## Results and discussion

The naive picture of a ladder of methods is that each rung removes part of the remaining error, so that a dearer level is a better one. An unrestricted determinant, being variationally lower, also looks like the safer start for an open-shell cation. The vertical ionisation energy of planar H$_2$B–P, 9.300 eV at the reference level, follows this picture only in its orders of magnitude. Against the reference in the same basis, levels without dynamic correlation are low by 654 to 856 meV, second-order and doubles levels are low and density functionals high by up to about 0.2 eV, and restricted coupled cluster with triples is within 0.01 eV.

Errors in the vertical ionisation energy of H$_2$B–P, from the singlet neutral to the doublet cation, calculated with Ansatz 0.2.0 at the listed levels and taken against RCCSDTQ. All levels use the cc-pVDZ basis and the same PBE0/def2-TZVP geometry for both states, with core electrons left uncorrelated in the wavefunction methods.

| level | this level less the reference (RCCSDTQ, same basis) (meV) |
| --- | --- |
| RHF | -856.0 |
| UHF | -654.0 |
| RMP2 | -53.0 |
| UMP2 | -179.0 |
| CISD | -207.0 |
| RCCSD | -61.0 |
| UCCSD | -84.0 |
| RCCSD(T) | -3.0 |
| UCCSD(T) | -25.0 |
| BCCD(T) | -3.0 |
| RCCSDT | -6.0 |
| UCCSDT | -11.0 |
| RCCSDT(Q) | 2.0 |
| UCCSDT(Q) | 3.0 |
| CASSCF valence | -739.0 |
| NEVPT2 valence | -145.0 |
| MRCISD valence | -82.0 |
| MRCISD+Q valence | -2.0 |
| PBE | 136.0 |
| r2SCAN | 208.0 |
| PBE0 | 167.0 |
| B3LYP | 157.0 |
| wB97M-V | 128.0 |
| B2PLYP | 18.0 |
| RPA-PBE | 113.0 |

The tabulated error is the gap of a level less the reference gap, the gap being the energy of the doublet cation less that of the singlet neutral at fixed atoms. The prefixes R and U mark restricted and unrestricted determinants, B Brueckner orbitals, (T) and (Q) perturbative triples and quadruples, and +Q the Davidson-type correction of configuration interaction. Several entries break the ladder: RMP2 is as close as RCCSD, RCCSD(T) is closer than RCCSDT, and U is better than R at the Hartree–Fock level yet worse from MP2 to CCSDT. These irregularities have one source, which is that a gap error measures the balance between the errors of two states.

### The gap error as a balance

Let $C_0$ and $C_+$ be the correlation energies of neutral and cation, counted from RHF, and $f_0$, $f_+$ the shares that a level recovers. The gap error is then
$$\delta = (1-f_+)\,C_+ - (1-f_0)\,C_0 .$$
The total energies of the neutral from the same calculations, with the gaps, give both terms, provided each gap was formed from those determinants. RCCSDT(Q) serves as the yardstick, so values of $\delta$ obtained this way differ by 2 meV from the table. Nothing is fitted, and the split is printed level by level in the output that follows this text.

For Hartree–Fock $f_0=f_+=0$, and $\delta=-(C_0-C_+)$ is negative because the neutral has one more electron to correlate. A parameter-free estimate gives each of the ten valence electrons an equal share: $6.296\ \text{eV}/10 = 0.630$ eV. The computed difference is 0.858 eV, so the estimate has the right size and is 27 % too small.

Theory accounts for the direction of this miss. Correlation energy is a sum over electron pairs, and an equal share per electron credits each electron with only half of every pair it belongs to, whereas ionisation removes those pairs whole. With equal pairs and rigid orbitals the loss would therefore be 20 % of $C_0$ and not 10 %. The hole in the cation opens new excitations, which should win part of this back, and the computed loss, 13.6 %, lies between the two counts. The same reasoning suggests that a Hartree–Fock gap tends to be too low when an electron leaves a doubly occupied valence orbital, though a cation with strong correlation of its own can be an exception.

A level that treats both states alike, $f_0=f_+=f$, has the error $-(1-f)(C_0-C_+)$, which is small as soon as $f$ is near one. RCCSD(T) is such a case: it recovers about 99 % in both states, and $0.008\times 858 \approx 7$ meV matches the size of its error. Its neutral and cation each lie some 50 meV above the yardstick, so the gap is about ten times better than the totals. BCCD(T) gives the same split. This is cancellation, but of an orderly kind, since the two shares agree.

RMP2 shows the other kind. It recovers 79.2 % in the neutral, which for a balanced method would mean an error near $-0.208\times 858 \approx -180$ meV. The tabulated error is only −53 meV, because the cation happens to be treated worse than the neutral. The two state errors are each about 1.3 eV, so a small change of either share would undo the agreement, and nothing here suggests that it carries over to another molecule.

CISD and RCCSD are unbalanced in the opposite sense. CISD recovers 87.7 % in the neutral and 89.6 % in the cation, and ends at −207 meV. The standard cause is its lack of size consistency: truncated configuration interaction omits products of double excitations, and the omission grows with the number of electrons. RCCSD includes those products and moves to −61 meV, and the triples supply nearly all the rest.

RCCSDT is better than RCCSD(T) for each state, lying 16 and 8 meV above the yardstick for neutral and cation. Its gap is slightly worse, −6 against −3 meV, because what remains is less evenly shared. The errors of RCCSD(T), BCCD(T), both CCSDT(Q) variants and MRCISD+Q are all 2 or 3 meV in size, which is too alike, given the rounding of the table, for a ranking.

### Why the unrestricted start hurts

The occupations by symmetry place the valence electrons in three σ orbitals, one in-plane BH$_2$ orbital and an out-of-plane B–P π orbital, which leaves an in-plane 3p orbital of phosphorus empty. Such a low empty orbital argues for a nearby triplet, and the restricted determinant of the neutral is indeed unstable towards spin polarisation. The UHF neutral has $\langle S^2\rangle = 0.76$, which would be a triplet weight near $0.76/2 = 0.38$ if only triplets were admixed. Whether the singlet is the lowest state of the molecule was not tested, so the gap is that of this singlet.

Lifting the spin restriction lowers the neutral by 311 meV and the cation by only 109 meV, and the difference of 202 meV is the whole advantage of UHF over RHF. The improvement thus sits in a contaminated reference for a state that is mainly closed-shell once correlated, since the largest double amplitude of the restricted CCSDT run is only about 0.10. CISD agrees, with at most about 0.04 electron in any weakly occupied natural orbital, though it favours its own determinant. An RHF neutral combined with the UHF cation would be further off than either tabulated entry.

The contaminated determinant has to be repaired later. MP2 keeps its orbitals, and the UMP2 neutral lies 140 meV above the RMP2 one, which more than accounts for the poorer gap. In coupled cluster the single excitations act as an orbital rotation, a standard result, and the penalty drops to about 20 meV at CCSD and CCSD(T) and to 5 meV at CCSDT. From CCSD on, the cation energies from the two starts agree within 2 meV, so the fault lies in the neutral.

The diagnostics fit this reading. The $T_1$ value of the neutral, the normalised size of the singles amplitudes, is 0.12 from the unrestricted start and 0.03 from the restricted one at the CCSD level. The large value is best read as singles undoing the symmetry breaking, while the smaller one is still raised and is a reason to confirm (T) with a higher level, as the table does. For a neighbouring closed-shell molecule with a stable RHF determinant, the neutral should normally bring no such difference, though a contaminated cation still can.

### Active spaces and functionals

Valence CASSCF removes only 14 % of the RHF error, in line with a gap governed by dynamic, short-range correlation outside the valence space. Adding it raises the gap by 594 meV with NEVPT2 and 657 meV with MRCISD. The +Q correction, which estimates the omitted higher excitations, adds a further 80 meV and reaches the reference. CASSCF can settle on a higher solution, so these entries deserve less weight than the coupled-cluster series.

The five semilocal and hybrid functionals are all too high, by 128 to 208 meV, and RPA on PBE orbitals lies just below that range. Exact exchange does not pull the gap towards Hartree–Fock: PBE0 is 31 meV above PBE. This is reasonable, since the Hartree–Fock error comes from absent correlation, which a hybrid keeps. B2PLYP, at +18 meV, may owe its small error to blending a too high functional gap with a too low wavefunction gap, but that is a guess.

The functionals should not be blamed on this evidence alone. Wavefunction correlation converges slowly with the basis, and the neutral has more of it, so a double-zeta basis lowers the reference gap more than a functional's gap. A larger basis would, by this argument, shrink the positive errors. Spin-orbit coupling and nuclear motion are absent from every entry, and core correlation from the wavefunction levels, so all errors are relative to the reference and not to experiment.

### Choice of level

For an orientation to within about 0.2 eV any of the five semilocal and hybrid functionals serves, at a cost growing roughly as the third to fourth power of system size. Staying within 1 kcal/mol (43 meV) of the reference took triples, MRCISD+Q or B2PLYP, and staying within 10 meV took a restricted or Brueckner start with triples, MRCISD+Q or quadruples. UMP2 and CISD scale more steeply than a semilocal or hybrid functional and are further off here than all of these except r2SCAN. The stability of the neutral determinant and $\langle S^2\rangle$ should be checked before any unrestricted level is used.

The leading steps scale with the numbers of correlated occupied and virtual orbitals, here 5 and 31. Prefactors aside, (T) costs about as much as a few CCSD iterations and buys 58 meV, a CCSDT iteration costs some hundred CCSD iterations, and a CCSDTQ iteration over ten thousand. Each step past RCCSD(T) moves the gap by at most 8 meV, so effort is better spent on the basis set. The geometry is a second untested setting, since it is not the RCCSD(T) minimum and the force along B–P is about 1 eV/Å.

Boron and phosphorus hydrides serve as doping and deposition gases, and ionisation energies of small fragments of this kind enter models of their plasmas. A functional should be adequate there for ordering species whose thresholds differ by several tenths of an eV, and closer cases call for RCCSD(T) in a larger basis than the one used here. The advice rests on one molecule in one basis.

Output of the analysis:

```
Table rounding 0.5 meV, derived cation values good to about 1 meV; 1 kcal/mol = 43.4 meV
|error| 0 to 10 meV (6): RCCSD(T), BCCD(T), RCCSDT, RCCSDT(Q), UCCSDT(Q), MRCISD+Q valence
|error| 10 to 43 meV (3): UCCSD(T), UCCSDT, B2PLYP
|error| 43 to 100 meV (4): RMP2, RCCSD, UCCSD, MRCISD valence
|error| 100 to 250 meV (9): UMP2, CISD, NEVPT2 valence, PBE, r2SCAN, PBE0, B3LYP, wB97M-V, RPA-PBE
|error| 250 to 1000 meV (3): RHF, UHF, CASSCF valence
RHF, RCCSD(T) error as share of gap: -9.2 %, -0.03 %
Restricted steps in gap, meV: RMP2 +803, RCCSD -8, RCCSD(T) +58, RCCSDT -3, RCCSDT(Q) +8, RCCSDTQ -2
CASSCF less RHF +117 meV = 14 % of the RHF error
From CASSCF: NEVPT2 +594, MRCISD +657; +Q adds +80 meV
MRCISD less CISD +125, RCCSD less CISD +146 meV in gap
Correlation RHF to RCCSDT(Q): neutral 6.296, cation 5.438, difference 0.858 eV (13.6 %)
Estimate, one of 10 electrons removed: 0.630 eV, off by -27 %
Energy above RCCSDT(Q), meV: neutral, cation, gap shift | share of correlation recovered (R only)
  RHF           6296    5438   -858
  UHF           5985    5329   -656
  RMP2          1313    1258    -55 | 79.2 %, 76.9 %
  UMP2          1453    1272   -181
  CISD           775     566   -209 | 87.7 %, 89.6 %
  RCCSD          268     205    -63 | 95.7 %, 96.2 %
  UCCSD          289     203    -86
  RCCSD(T)        52      47     -5 | 99.2 %, 99.1 %
  UCCSD(T)        75      48    -27
  BCCD(T)         52      47     -5 | 99.2 %, 99.1 %
  RCCSDT          16       8     -8 | 99.7 %, 99.8 %
  UCCSDT          21       8    -13
  UCCSDT(Q)       -2      -1     +1
CISD above RCCSD: neutral 507, cation 361 meV
U less R, meV: neutral, cation, gap
  HF          -311   -109   +202
  MP2         +140    +14   -126
  CCSD         +21     -2    -23
  CCSD(T)      +23     +1    -22
  CCSDT         +5     +0     -5
  CCSDT(Q)      -2     -1     +1
RHF neutral with UHF cation: gap error -965 meV
Five functionals: mean +159, range +128 to +208, spread 80 meV
PBE0 less PBE +31, RPA-PBE less PBE -23, B2PLYP less B3LYP -139 meV
Leading step o^a v^b against CCSD, power of ten, no prefactors; (T), (Q) done once:
  CCSD N^6 10^0.0, (T) N^7 10^0.7, CCSDT N^8 10^2.2, (Q) N^9 10^2.9, CCSDTQ N^10 10^4.4
```
